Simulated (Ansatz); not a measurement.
## Ta3Re: energy above lowest point against volume scale

Results calculated with Ansatz 0.2.0, not measured. Free energy against uniform scaling of the volume at fixed shape and fractions; periodic cell, basis, potentials, k mesh and filling as listed.

The cell before it is scaled or strained (space group Fm-3m, No. 225):
```
Ta3Re
1.0
      0.0000     3.2375     3.2375
      3.2375     0.0000     3.2375
      3.2375     3.2375     0.0000
Ta Re
3 1
Direct
  0.25000 0.25000 0.25000
  0.75000 0.75000 0.75000
  0.50000 0.50000 0.50000
  0.00000 0.00000 0.00000
```

Settings of every row: functional r2SCAN; dispersion none; potentials PAW; wave cutoff 600 eV; density cutoff 2400 eV; k mesh 6x6x6; k shift 0x0x0; occupations fermi dirac; smearing width 0.1 eV; spin none.

Limits: coarse k mesh, up to 40 meV an atom off; no spin-orbit coupling, which can matter with elements this heavy; the cell comes from a prototype or a list of computed structures and needn't be the stable phase.

```
row  volume scale  V (Å³/atom)  energy above lowest point (meV/atom)
  1          0.94       15.949                                     ?
  2          0.96       16.288                                  18.4
  3          0.98       16.627                                   3.4
  4             1       16.967                                     0
  5          1.02       17.306                                     7
  6          1.04       17.645                                  23.4
  7          1.06       17.985                                  48.4
```

Question: what energy above lowest point should row 1 give?

Worked fit of energy above lowest point. Take u = (V_r/V)^(2/3) − 1 with V_r = 17.136 Å³ an atom, which is twice the finite (Eulerian) strain; such expansions in the strain, on which the Birch-Murnaghan equation of state is built, carry the rest volume and the bulk modulus. The shown rows have u = 0.03441, 0.02031, 0.00663, -0.00656, -0.01932, -0.03172. Least squares give energy above lowest point = 2.24 − 532.4 × u + 29101 × u² meV/atom; a straight line predicts inner rows, each left out in turn, worse (root mean square 12 against 0.029 meV/atom). All shown rows lie on it to the printed digit. Its lowest point lies at u = 0.0091, or V = 16.9 Å³ an atom, and the curvature there gives the bulk modulus at fixed shape and fractions, B = (4/9)(1 + u)² E″(u)/V = 250 GPa. The withheld row has u = 0.04902, so the fit gives 2.24 − 532.4 × (0.04902) + 29101 × (0.04902)² = 46.1 meV/atom.

The calculation gave 46.2 meV/atom. The fit lies 0.1 meV/atom (0.21 % of the column's range) below it, one unit of the last digit. This row lies beyond the range of the fit.
